**Q:** I ran ten groups on the CH₃–Si core with PBE and LC-wPBE. The gaps differ by a factor of three to five and the atomization energies by up to 124 kJ/mol. Which columns can I use?

Molecules *[Si]C (SMILES) with the group * varied; the marked atom is the Si that carries it. Ansatz 0.2.0, gas phase, closed shell, PBE-D4 and LC-wPBE (without D4) in def2-TZVPP at PBE0-D4/def2-TZVP geometries. Gap is LUMO minus HOMO; atomization energy is free atoms minus molecule, electronic, with no zero-point or spin-orbit term.

```csv
group *,formula,binding atom,its electronegativity,point group,bond from the marked atom to the group (Å),sum of bond angles at the marked atom (°),valence electrons,"gap, PBE-D4 (eV)","gap, LC-wPBE (eV)","gap, LC-wPBE less PBE-D4 (eV)","atomization, PBE-D4 (kJ/mol)","atomization, LC-wPBE less PBE-D4 (kJ/mol)"
*H,CH4Si,H,2.200,Cs,1.531,94,12,1.85,8.59,6.74,1925,-33.5
*C,C2H6Si,C,2.550,C2,1.896,98,18,2.00,8.66,6.66,3229,-58.4
*CC,C3H8Si,C,2.550,C1,1.903,100,24,1.95,8.59,6.64,4473,-82.9
*S,CH4SSi,S,2.580,C1,2.131,96,18,2.56,9.06,6.49,2371,-73.2
*SC,C2H6SSi,S,2.580,Cs,2.121,102,24,2.63,9.10,6.47,3613,-104.6
*Br,CH3BrSi,Br,2.960,Cs,2.264,98,18,2.19,8.74,6.55,2011,-63.8
*N,CH5NSi,N,3.040,C1,1.709,99,18,3.07,9.70,6.63,2856,-69.0
*N(C)C,C3H9NSi,N,3.040,Cs,1.719,102,30,2.91,9.48,6.56,5313,-124.3
*Cl,CH3ClSi,Cl,3.160,Cs,2.094,98,18,2.28,8.93,6.65,2064,-58.0
*OC,C2H6OSi,O,3.440,Cs,1.646,103,24,2.73,9.40,6.67,3793,-86.8
```

**A:** The asterisk marks where the group binds, and Si carries no further hydrogen, so every row is a divalent silylene with a single angle at Si. By the standard assignment the HOMO is the Si lone pair and the LUMO the empty Si 3p. The closed shell was imposed, so the gap is a difference of singlet orbital energies, neither an optical nor a singlet–triplet gap.

**Q:** Why is the step between the levels so large and yet so even?

**A:** Let an orbital fill by a fraction f, with orbital energy ε = dE/df. In the exact limit E is straight between whole electron numbers, so HOMO = −I and LUMO = −A, the ionization energy and electron affinity. With PBE, ε rises by a curvature κ as f runs from 0 to 1, because the electron partly repels itself. If the whole-number energies are about right, the mean of ε over the interval is −I or −A, and

ε(HOMO) = −I + κ_H/2, ε(LUMO) = −A − κ_L/2, gap = I − A − (κ_H + κ_L)/2.

Long-range exact exchange removes much of κ, and with a fixed range parameter it can overshoot, leaving the gap above I − A. That is argument. The runs show the two halves: the HOMO drops by 3.6 eV on average and the LUMO rises by 3.0 eV. Taking the shift as a stand-in for the mean κ, and κ as a Coulomb energy e²/(4πε₀R) gives R of about 2 Å, a sensible order of magnitude.

Two limits follow. An orbital confined to Si has a κ blind to the group, and the shift is constant; an orbital that spreads over the group has a larger R and a smaller shift. This series lies near the first limit. A constant fitted to all ten rows is 6.61 eV, with 0.08 eV rms scatter. For *SC, a fitted row and the worst, 2.63 + 6.61 = 9.24 eV against the computed 9.10, too high by 0.14 eV. Slopes in the gap or in the bond length lower the scatter only to 0.07 and 0.06 eV. The fits are printed after this exchange.

**Q:** So PBE is enough for the trend?

**A:** For the order, yes: no pair swaps, although *CC lies 0.10 eV above *H in PBE and ties with it in LC-wPBE. Both levels agree that Pauling electronegativity does not order the gaps; *N stands far above *Br and *Cl, its neighbours on that scale. A lone pair that overlaps the Si 3p pushes the LUMO up, in PBE from −3.41 eV in *H to −1.90 eV in *N, which is planar as the overlap requires. The rise is a net one, since nitrogen's σ withdrawal pulls the other way. *C, with no lone pair, also lifts the LUMO, to −2.91 eV, by hyperconjugation from its C–H bonds. The N–H bonds of planar *N lie in the nodal plane of the Si 3p and cannot do this, so methyl's lift is no baseline to subtract. *S fits less well: despite its lone pair, its LUMO at −2.85 eV is hardly above that of *C. Halogens leave the LUMO near that of *H, at −3.31 eV for *Cl, and widen the gap through the HOMO, from −5.26 to −5.59 eV. I read this as σ withdrawal lowering both levels while weak π donation offsets it in the LUMO; the runs do not separate the two. A good π donor belongs near the top at either level.

Spacings are less safe: *OC less *SC is 0.10 eV in PBE and 0.30 eV in LC-wPBE. The scatter sits in the LUMO, whose step spans 0.26 eV against 0.08 eV for the HOMO. That step is largest for *H, *C and *CC, which have no lone pair, and smallest for sulfur, as the second limit suggests. But *N, the strongest donor, is middling, so spreading onto larger atoms remains my guess. Seven LC-wPBE LUMOs are also positive. That need not mean an unbound anion, since the functional may set the level too high, and such levels are sensitive to how diffuse the basis is. The small rise from *S to *SC mixes methylation with a change from trans to cis.

**Q:** Is the atomization step exchange as well?

**A:** Only in part, because PBE enters with D4 and LC-wPBE without it. The total energies of the runs bear this out: the free-atom contribution of each added CH₂, which must be constant, is so to 0.15 kJ/mol where rounding allows 0.2, while matched choices spread by about 2 kJ/mol. Dispersion leaves the orbitals alone but supplies 15–24% of the step. For *N(C)C, −124.3 + 25.5 = −98.8 kJ/mol with D4 on both sides.

The remainder is negative in every row, the sign expected from PBE's general tendency to overbind, to which silicon hydrides such as silane are exceptions. That does not show LC-wPBE to be closer, since it may overshoot. Zero-point energy is absent at both levels, and so is relativity for all-electron Br, where leaving out the atomic spin-orbit term (roughly 15 kJ/mol, a recalled size) inflates both values and drops out of their difference.

**Q:** Can I correct it by molecular size?

**A:** Not to the usual 4 kJ/mol. A fit of the dispersion-matched step to all rows gives 3.0 kJ/mol per valence electron with 7 kJ/mol rms, ranging from 2.3 for *H to 3.5 for *SC. Counting two classes of bond, heavy–heavy and X–H, is hardly better, and a fixed percentage is worse. Think of limits again: atomization unpairs every bond, so the differences add up, while a reaction that keeps each bond in its surroundings cancels them. My three exchanges lie between, keeping the number of electron pairs but swapping bond types. For *S + *CC → *SC + *C, PBE-D4 gives +1.6 kJ/mol and matched LC-wPBE gives 1.6 + 6.4 = 8.0. The other two move by −1.8 and +5.9 kJ/mol, so two of three still exceed the target. Each molecule is a single conformer, not always the lowest, which can shift these small reaction energies too.

**Q:** And what should I pay for?

**A:** The basis grows from 129 to 292 functions, a factor of 12 at the cubic scaling of density-fitted PBE and 26 at the formal fourth power of exact exchange. An LC-wPBE single point costs a small multiple of one step of the hybrid geometry optimization already done, which used the smaller def2-TZVP. Rank groups with PBE where gaps differ by more than about 0.3 eV, the span of the shift. For I − A the LC-wPBE gap is the only usable one of the two, but it may overshoot; ion total energies in a diffuse basis are the safer road, and by the argument above they should depend far less on the functional. For energies use balanced reactions with the same dispersion treatment, and calibrate against a correlated wavefunction method below about 10 kJ/mol.

Output of the analysis:

```
row | gap-gap(*H): PBE, LC | shift-mean | HOMO step | LUMO step (eV; rounding 0.005)
*H      +0.00 +0.00 | +0.13 | -3.615 | +3.124
*C      +0.15 +0.07 | +0.05 | -3.570 | +3.085
*CC     +0.10 +0.00 | +0.03 | -3.572 | +3.067
*S      +0.71 +0.47 | -0.12 | -3.588 | +2.907
*SC     +0.78 +0.51 | -0.14 | -3.601 | +2.869
*Br     +0.34 +0.15 | -0.06 | -3.605 | +2.941
*N      +1.22 +1.11 | +0.02 | -3.628 | +3.000
*N(C)C  +1.06 +0.89 | -0.05 | -3.640 | +2.925
*Cl     +0.43 +0.34 | +0.04 | -3.654 | +2.996
*OC     +0.88 +0.81 | +0.06 | -3.636 | +3.031
span eV: PBE gap 1.22, LC gap 1.11, shift 0.27; LC/PBE ratio 3.16-4.64
shift = c: p=[6.606], rms 0.081 eV, worst *SC -0.136
shift = c + s*gapPBE: p=[ 6.8156 -0.0867], rms 0.073 eV, worst *SC -0.118
shift = c + s*r: p=[ 7.0646 -0.2412], rms 0.059 eV, worst *Cl +0.090
HOMO step mean -3.61 span 0.084; LUMO step mean 2.99 span 0.255 eV; LC LUMO>0 in 7 rows
Coulomb length e^2/(4 pi eps0 shift) = 2.2 A (order of magnitude only)
gap *OC less *SC: PBE 0.102, LC 0.299 eV
gap *CC less *H: PBE 0.103, LC 0.002 eV
free-atom term per CH2 (kJ/mol), must be constant (rounding allows spread 0.2):
  both D4: [-108.48 -109.72 -110.29 -110.07] spread 1.81
  LC no D4: [-102.6  -102.46 -102.5  -102.6 ] spread 0.15
  neither D4: [-109.58 -110.94 -111.58 -111.38] spread 2.00
models of the matched step (kJ/mol; rounding 0.05):
k*valence: p=[-3.044], rms 7.429 kJ/mol, worst *SC -11.724
k*AE(PBE): p=[-0.0188], rms 12.751 kJ/mol, worst *CC +20.755
k1*heavy bonds + k2*XH bonds: p=[-29.3529   1.8525], rms 6.511 kJ/mol, worst *S -9.867
row | step, % of AE | LC D4, % of step | matched step, per val. e | resid valence, bonds
*H      -33.5 -1.7% | 6.3 19% | -27.2 -2.26 | +9.4 -5.2
*C      -58.4 -1.8% | 12.2 21% | -46.2 -2.57 | +8.6 +1.4
*CC     -82.9 -1.9% | 19.5 24% | -63.4 -2.64 | +9.6 +9.8
*S      -73.2 -3.1% | 12.0 16% | -61.2 -3.40 | -6.4 -9.9
*SC     -104.6 -2.9% | 19.8 19% | -84.8 -3.53 | -11.7 -7.8
*Br     -63.8 -3.2% | 10.6 17% | -53.2 -2.96 | +1.6 -0.1
*N      -69.0 -2.4% | 10.6 15% | -58.4 -3.25 | -3.6 -9.0
*N(C)C  -124.3 -2.3% | 25.5 21% | -98.8 -3.29 | -7.5 +2.0
*Cl     -58.0 -2.8% | 9.9 17% | -48.1 -2.67 | +6.7 +5.1
*OC     -86.8 -2.3% | 15.3 18% | -71.5 -2.98 | +1.5 +5.4
balanced exchange | dE PBE-D4 (run energies) | LC-PBE table | matched (kJ/mol)
  2C>H+CC: +60.0 | -0.4 | -1.8
  S+CC>SC+C: +1.6 | +6.9 | +6.4
  N+2CC>N(C)C+2C: +30.5 | +6.3 | +5.9
basis functions 129-292, ratio 2.26, cubed 12, fourth power 26
```
